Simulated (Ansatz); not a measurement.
Strength of the O–Sn bond: CH6O3Sn → SnH(OH)2 + CH3O

Species: CH6O3Sn `C[O][SnH]([OH])[OH]`, singlet; SnH(OH)2, doublet; CH3O `C[O]`, doublet. 

Shapes, held fixed at every level: PBE0-D4/def2-TZVP. Flexible molecules stand in one conformer, not always the lowest. Programs: Ansatz 0.2.0. The zero-point and thermal change to 298 K, harmonic and unscaled (PBE0-D4/def2-TZVP), is -16.3 kJ/mol.

| level | kind | ΔH(298 K) (kJ/mol) | less CCSD(T)/def2-TZVPP |
| --- | --- | --- | --- |
| HF/def2-SVP | Hartree–Fock | +200.2 | -131.6 |
| r2SCAN0-D4/def2-TZVPP | global hybrid | +290.8 | -41.0 |
| wB97M-V/def2-TZVPP | range-separated hybrid | +318.8 | -13.0 |
| B2PLYP/def2-TZVPP | double hybrid | +310.5 | -21.3 |
| MP2/def2-SVP | perturbation theory | +350.9 | +19.1 |
| MP2/def2-TZVPP | perturbation theory | +368.8 | +37.0 |
| CCSD/def2-SVP | coupled cluster or CI | +310.3 | -21.5 |
| CCSD(T)/def2-TZVPP | coupled cluster or CI | +331.8 | 0.0 |

The highest level, CCSD(T)/def2-TZVPP, gives ΔH(298 K) = +331.8 kJ/mol; the levels span +200.2 to +368.8. The column of differences is taken from that level and isn't an error. Hartree–Fock misses the correlation of the pair that is broken and comes out low. No measured value is set beside it here. Open shells run unrestricted unless RO is named. For atoms past krypton def2 sets carry core potentials with scalar relativity. Correlated rows may include outer-core shells of Sn, which these sets cover unevenly.

The O–Sn bond is strong towards homolysis, at +331.8 kJ/mol with CCSD(T). Tin is much more electropositive than oxygen, so the bond has a large ionic contribution that is lost when two neutral radicals form. Methoxy offers little compensation, since its unpaired electron stays largely in an oxygen 2p orbital.

Correlation strengthens the bond, but the gain isn't uniform: MP2 overshoots, probably because it exaggerates the pair correlation gained on forming the polar bond beside oxygen lone pairs. Going from def2-SVP to def2-TZVPP raises the MP2 value from +350.9 to +368.8 kJ/mol. This suggests that much of the gap between CCSD and CCSD(T) comes from the basis rather than the triples. All three density functionals fall below CCSD(T), and the double hybrid lies between the two hybrids, so added perturbative correlation brings no steady improvement here.

A strong homolytic bond doesn't imply an inert one: tin alkoxides commonly exchange ligands by associative attack at the Lewis-acidic metal, a path that avoids free radicals.
